Core levels of zincblende ZnSe, calculated with exciting (version sodium) using all-electron LAPW+lo DFT, the Xalpha functional and an 8×8×8 k-mesh. Energies are Kohn–Sham eigenvalues relative to the top of the valence band. Spin-orbit coupling is included for the core electrons but not for the valence electrons.

```
row  core level (eV)  core element  core shell
  1          -9499.7            Zn       1s1/2
  2          -1151.3            Zn       2s1/2
  3          -1014.5            Zn       2p1/2
  4           -990.7            Zn       2p3/2
  5           -124.2            Zn       3s1/2
  6         -12471.9            Se       1s1/2
  7          -1597.0            Se       2s1/2
  8          -1433.3            Se       2p1/2
  9          -1391.7            Se       2p3/2
 10           -205.8            Se       3s1/2
 11           -149.9            Se       3p1/2
 12           -144.0            Se       3p3/2
```

Go down the first column of numbers from zinc 1s to 2s to 3s. The 1s level lies about 8 times as deep as 2s and about 76 times as deep as 3s. Around a bare nucleus, where the depth falls as $1/n^2$ with the shell number $n$, these ratios would be about 4 and 9. The levels climb so much faster because repulsion from the other electrons cancels part of the energy gained from the nucleus, and a larger share of it for each shell further out.

Each core level is the energy of one electron in the average field of the filled crystal, counted from the top of the valence band. It isn't the position of a photoemission peak. No electron has been removed, and the local exchange used here lets an electron partly repel itself, which lifts compact orbitals too high. The comparison between shells survives this, because the differences in depth between them are far larger. Within a spin-orbit pair the error is nearly the same for both levels and mostly cancels.

**Zinc 1s to 2s: more screening than there are electrons inside**

To put a number on the cancellation, pretend that each level belongs to a hydrogen-like atom with a reduced charge:

$$E=-\mathrm{Ry}\,\frac{(Z-s)^2}{n^2},$$

where $\mathrm{Ry}=13.6$ eV, $Z$ is the nuclear charge (30 for zinc, 34 for selenium) and $s$ is the number of charges screened away. Zinc 1s then gives $s=3.6$, although only one other electron shares that shell and none lies inside it. The second shell gives 12 to 13, although a 2p electron has only two electrons inside it and seven beside it. Electrons further out must therefore be raising these levels.

A hollow sphere with negative charge spread evenly over its surface shows how. That charge makes no electric field inside the sphere, yet it raises the energy of an electron there by the same amount everywhere. An outer electron shell acts on an inner electron in much this way: it hardly changes the pull toward the nucleus, but it lifts the whole energy. The comparison holds for shells well outside the orbital and fails for electrons in the same shell, whose clouds overlap.

**The zinc 2p pair: a probe of the field**

The two 2p rows allow a check, because their separation responds to the field and not to a constant lift. The labels 1/2 and 3/2 give the total angular momentum, orbital plus spin. The two levels differ through spin-orbit coupling, which the calculation includes for the core and leaves out only for the valence electrons. For a hydrogen-like p level the splitting is, to leading order,

$$\Delta=\frac{\alpha^2\,\mathrm{Ry}\,(Z-s)^4}{2n^3},\qquad \alpha\approx\frac{1}{137}.$$

The zinc splitting of 23.8 eV gives $s=3.1$, far below the 13 found from the depth of the same electrons. Had the field been as weak as the depth suggests, the splitting would have been only 3.8 eV. The splitting arises mostly in the inner part of the orbital, so 3.1 somewhat understates the screening over the whole of it. Even so, a 2p electron moves in a strong, lightly screened field, and its level is much higher than that field alone would put it. Repulsion from the electrons beside it and further out supplies the difference.

**Zinc 2s against 2p: a gap with another origin**

The 2s level lies 137 eV below 2p1/2, a much larger step than the one inside the 2p pair. Relativity isn't its source: in the field of a point charge, the Dirac equation gives 2s1/2 and 2p1/2 the same energy. The gap arises because the electron cloud makes the real potential depart from that of a point charge. A 2s electron has an inner lobe close to the nucleus, where little charge screens it, while a 2p electron is kept away from the centre by its orbital motion. This is the usual penetration effect, and it puts s below p in the third shell of selenium too.

**How far simple screening rules go**

The lift can be estimated from the total energy. A Kohn–Sham level is the rate at which the total energy changes as electron charge is added to that orbital. The added charge gains its own binding, but it also screens other electrons and so weakens theirs. If the total energy is written as a sum of hydrogen-like terms with charges $Z^*$ from Slater's rules, its derivative for shell $i$ is

$$E_i=-\mathrm{Ry}\left(\frac{Z_i^*}{n_i}\right)^2+2\,\mathrm{Ry}\sum_j N_j\,\sigma_{ji}\,\frac{Z_j^*}{n_j^2}.$$

Here $N_j$ is the number of electrons in shell $j$, and $\sigma_{ji}$ is the part of a charge by which one electron of shell $i$ screens one of shell $j$. For the second shell of zinc, the sum runs over that shell itself, 3s and 3p together, 3d, and 4s (for which Slater's rules use $n=3.7$):

$$E\approx-13.6\left(\frac{25.85}{2}\right)^2+27.2\left[\frac{8(0.35)(25.85)}{4}+\frac{8(0.85)(18.75)}{9}+\frac{10(8.85)}{9}+\frac{2(4.35)}{3.7^2}\right]\approx-1110\ \text{eV}.$$

The first term alone would give $-2273$ eV. The average of the zinc 2s and 2p levels in the table, weighted by their electrons, is $-1037$ eV, so the full estimate is 7% too deep. All its constants come from Slater's rules for atoms; no row of the table was used to set them. The terms in the bracket are steps of a rough estimate and shouldn't be read as measured shares of the lift, but their sum shows that it is comparable with the final depth itself.

The estimate is weaker for the zinc 3s row, which it puts 27% too high. It gives one energy for 3s and 3p together and so leaves out the penetration that pulls 3s down. The third shell is also a harder target, because there a large attraction and a large lift nearly cancel, and a modest error in either becomes a large fraction of what remains. The formula also counts from an electron far away, which lies several eV above the valence top, so the true miss for this row is slightly larger still. For 1s the estimate comes within 1% in both elements, but adding the leading relativistic correction worsens the miss to slightly over 2%. The closer agreement is thus a cancellation of errors.

**From zinc to selenium: what carries over**

At selenium 1s the column drops back to its deepest value and the climb begins again. Selenium has four more nuclear charges, and each of its levels lies below the zinc level with the same label. That order follows from the nuclear charge and needs no transfer of electrons between the atoms.

The screening seen by the 2p splitting carries over almost unchanged. Keeping the zinc value of 3.1, one gets

$$\Delta_{\mathrm{Se}}\approx 23.8\left(\frac{34-3.1}{30-3.1}\right)^4\approx 41.4\ \text{eV},$$

while the table gives 41.6 eV. The selenium splitting played no part in setting that screening. The few charges that shield the inner region are much the same in both atoms.

The screening seen by the depth doesn't carry over. With the zinc value, selenium 2p3/2 would lie at $-1510$ eV, whereas the table has it at $-1392$ eV. The lift has grown by more than a fixed screening would allow, as the picture of outer shells suggests: selenium has more outer electrons, and its stronger nucleus holds the filled shells closer in, where their repulsion counts for more.

The two kinds of gap also grow at different rates. From zinc to selenium the 2p splitting increases by 75%, but the step from 2s to 2p1/2 increases by only 20%. Theory leads one to expect this contrast. The splitting follows the fourth power of the inner charge, while a gap made by repulsion between electrons grows roughly as the orbitals shrink, which is closer to the first power.

**Selenium 3p: the outermost pair**

The last two rows repeat the zinc 2p puzzle one shell further out. Zinc has no such rows because the calculation treats its 3p electrons as valence electrons. Their depths correspond to about 24 screened charges, but their splitting of 5.9 eV corresponds to about 8. That is fewer than the ten electrons in the first two shells, which would all screen a 3p electron that stayed outside them. The likely reason is that a 3p orbital has an inner lobe reaching into the second shell, and spin-orbit coupling arises mostly there, where the field is strongest. The value of 8 therefore blends the strong field near the nucleus with the small share of the orbital that reaches it, and isn't a count of electrons.

For a neighbouring element, the 2p splitting can thus be scaled with a nearly fixed inner screening. The depth needs a new estimate of the lift, because every added electron and every contraction of the outer shells changes it.
